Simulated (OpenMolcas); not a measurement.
**How basis sets differ on CH5BO (SMILES CBO)**

CH5BO: 8 atoms, total charge 0, spin state singlet. SMILES: `CBO`. Geometry: relaxed at PBE0-D4/def2-TZVP. This is one conformer, not always the lowest.

```xyz
8

C    -0.6186    0.7103   -0.3246
B     0.5088   -0.2401    0.1802
O     0.2407   -1.5583    0.3556
H    -1.5683    0.2012   -0.4994
H    -0.3085    1.2051   -1.2519
H    -0.7805    1.5201    0.3957
H     1.6205    0.1631    0.4208
H     0.9982   -2.0584    0.6677
```

Quantity: the dipole moment, in D. The values are calculated.

```tsv
level	kind	program	value (D)	CPU time
HF/STO-3G	Hartree–Fock	OpenMolcas	1.20	1.4 s
HF/3-21G	Hartree–Fock	OpenMolcas	1.50	2 s
HF/ANO-XS-VDZP (DKH2, RICD fitting)	Hartree–Fock	OpenMolcas	1.27	2.9 s
HF/cc-pVDZ (RICD fitting)	Hartree–Fock	OpenMolcas	1.18	1.9 s
HF/def2-SVP	Hartree–Fock	OpenMolcas	1.24	2.9 s
HF/6-311+G**	Hartree–Fock	OpenMolcas	1.27	9.8 s
```

The values span 1.18 to 1.50 D. Magnitudes only. Sets without polarisation functions give poor dipoles. Without the sets that lack polarisation functions the rows with a basis span only 1.18 to 1.27 D. Times are those of the runs behind each value, whatever else they computed, on shared processors of several kinds: orders of magnitude only.

The 3-21G dipole stands apart at 1.50 D, whereas STO-3G, at 1.20 D, falls among the polarised sets. That agreement is probably a cancellation of errors: a minimal basis cannot let the valence shell expand or contract with the charge on each atom, which tends to limit charge separation. Splitting the valence shell removes this restraint, but without d functions on oxygen and boron the density cannot deform properly around the lone pairs and bonds, so the polarity is easily exaggerated.

The moment itself is a balance. Oxygen draws σ density from boron and hydrogen, while its π lone pair donates back into the formally empty boron 2p orbital. The net dipole therefore responds to small shifts in density that hardly affect the bonding picture. The matching 1.27 D from ANO-XS-VDZP and 6-311+G** does not establish a basis-set limit, since the two sets differ in construction and belong to no common convergent series. Nor does it test the missing electron correlation, which often lowers Hartree–Fock dipoles by reducing excessive ionic character.
